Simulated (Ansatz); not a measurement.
# BH4O− (SMILES [BH3-]O): methods side by side

BH4O−: 6 atoms, total charge -1, spin state singlet. SMILES: `[BH3-]O`. Geometry: relaxed at GFN2-xTB.

```xyz
6

B    -0.0747   -0.1737   -0.3164
O    -0.0135    1.0162    0.6040
H     1.0627   -0.6505   -0.4997
H    -0.5423    0.1952   -1.3793
H    -0.7890   -1.0725    0.1690
H     0.3568    0.6853    1.4224
```

Each level gives the energy change with the B1–H3 bond stretched from 1.247 to 2.494 Å (eV). The values are calculated.

```
                      level                    kind  program  value (eV)  less FCI/STO-3G  CPU time (all runs)
     HF/STO-3G (restricted)            Hartree–Fock   Ansatz        5.98            +1.33                0.1 s
 r2SCAN/STO-3G (restricted)                meta-GGA   Ansatz        4.36            -0.29                  3 s
  B3LYP/STO-3G (restricted)           global hybrid   Ansatz        4.45            -0.20                1.4 s
  BHLYP/STO-3G (restricted)           global hybrid   Ansatz        5.19            +0.54                1.4 s
  wB97X/STO-3G (restricted)  range-separated hybrid   Ansatz        4.98            +0.33                6.2 s
BCCD(T)/STO-3G (restricted)   coupled cluster or CI   Ansatz        4.66            +0.01               0.21 s
   CCSD/STO-3G (restricted)   coupled cluster or CI   Ansatz        4.74            +0.09               0.18 s
  CCSDT/STO-3G (restricted)   coupled cluster or CI   Ansatz        4.65             0.00               0.31 s
                 FCI/STO-3G      exact in the basis   Ansatz        4.65             0.00                4.2 s
```

FCI/STO-3G is exact within its basis and frozen core, so for wave-function methods in that basis the difference is their error; functionals converge differently with the basis, so for them it is only a difference. Spin-restricted single references rise too steeply as a bond breaks, Hartree–Fock most of all. Sets without diffuse functions describe the anion poorly. The first shape isn't each level's own minimum. The values span 4.36 to 5.98 eV. All rows use very small basis sets, so even the best lies far from the true value. CPU times are rough (shared hosts, several kinds of processor): they show what a rung costs within a factor of a few.

Electron correlation lowers the cost of stretching this B–H bond substantially: Hartree–Fock lies 1.33 eV above FCI, whereas CCSD recovers nearly all of that difference and connected triples close the remainder. As the σ and σ* orbitals approach each other in energy, a single closed-shell determinant cannot adjust the balance between ionic and covalent character. Pair excitations supply most of the missing flexibility, so the bond at this length is still within reach of single-reference coupled cluster.

Among r2SCAN, B3LYP and BHLYP, the stretching energy rises with the share of exact exchange, and Hartree–Fock continues the sequence. The range-separated wB97X falls between B3LYP and BHLYP, and no single exchange fraction describes it.

Chemically, the natural closed-shell channel is hydride transfer, leaving neutral hydroxyborane. The compact hydrogen functions penalise a departing hydride more than the bound anion, which probably inflates the stretching energy even at FCI. A single stretched geometry does not establish the dissociation limit or the hydride affinity.
